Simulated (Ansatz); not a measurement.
# Abstraction of F: C2HF3Sn + C2HF2Si → C2HF2Sn + C2HF3Si

Gas-phase species: C2HF3Sn `C#[C][Sn]([F])([F])[F]`, singlet; C2HF2Si `C#C[Si](F)F`, doublet; C2HF2Sn `C#[C][Sn]([F])[F]`, doublet; C2HF3Si `C#C[Si](F)(F)F`, singlet. A radical takes F: the energy is the difference in strength between the Sn–F bond broken and the Si–F bond made.

Shapes, held fixed at every level: PBE0-D4/def2-TZVP. Programs: Ansatz 0.2.0. The zero-point and thermal change to 298 K, harmonic and unscaled (PBE0-D4/def2-TZVP), is +2.3 kJ/mol.

```json
{"level": "MP2/def2-SVP", "kind": "perturbation theory", "ΔH(298 K) (kJ/mol)": "-195.7", "less CCSD(T)/def2-TZVPP": "+14.5"}
{"level": "HF/def2-SVP", "kind": "Hartree–Fock", "ΔH(298 K) (kJ/mol)": "-204.4", "less CCSD(T)/def2-TZVPP": "+5.8"}
{"level": "SPW92/def2-TZVPP", "kind": "LDA", "ΔH(298 K) (kJ/mol)": "-216.3", "less CCSD(T)/def2-TZVPP": "-6.1"}
{"level": "PBE-D4/def2-TZVPP", "kind": "GGA", "ΔH(298 K) (kJ/mol)": "-200.4", "less CCSD(T)/def2-TZVPP": "+9.8"}
{"level": "B3LYP-D4/def2-TZVPP", "kind": "global hybrid", "ΔH(298 K) (kJ/mol)": "-214.4", "less CCSD(T)/def2-TZVPP": "-4.2"}
{"level": "PBE0-D4/def2-TZVPP", "kind": "global hybrid", "ΔH(298 K) (kJ/mol)": "-205.5", "less CCSD(T)/def2-TZVPP": "+4.7"}
{"level": "CCSD(T)/def2-SVP", "kind": "coupled cluster or CI", "ΔH(298 K) (kJ/mol)": "-195.4", "less CCSD(T)/def2-TZVPP": "+14.8"}
{"level": "CCSD(T)/def2-TZVPP", "kind": "coupled cluster or CI", "ΔH(298 K) (kJ/mol)": "-210.2", "less CCSD(T)/def2-TZVPP": "0.0"}
```

The highest level, CCSD(T)/def2-TZVPP, gives ΔH(298 K) = -210.2 kJ/mol; the levels span -216.3 to -195.4. The column of differences is taken from that level and isn't an error. No measured value is set beside it here. Open shells run unrestricted. For atoms past krypton def2 sets carry core potentials with scalar relativity. Outer-core shells of Sn are correlated, in sets that cover them unevenly.

Fluorine transfer from tin to silicon is strongly exothermic at every level, so the Si–F bond formed is clearly stronger than the Sn–F bond broken. The small thermal term shows that this preference is electronic. Silicon and tin have similar electronegativities, so bond polarity alone is a poor explanation. More likely, the compact silicon valence shell allows a shorter bond, with stronger electrostatic attraction and better overlap with fluorine, including donation from its lone pairs into Si-centred antibonding orbitals. Tin's more diffuse valence orbitals overlap less well with fluorine, which likely weakens its bonds.

With the smaller basis, MP2 and CCSD(T) nearly coincide, whereas enlarging the basis takes CCSD(T) from -195.4 to -210.2 kJ/mol. The basis therefore matters more here than correlation beyond MP2. The closeness of Hartree–Fock to the highest level reflects partial cancellation between missing correlation and the small basis. The reaction enthalpy fixes neither the individual bond strengths nor the barrier to transfer.
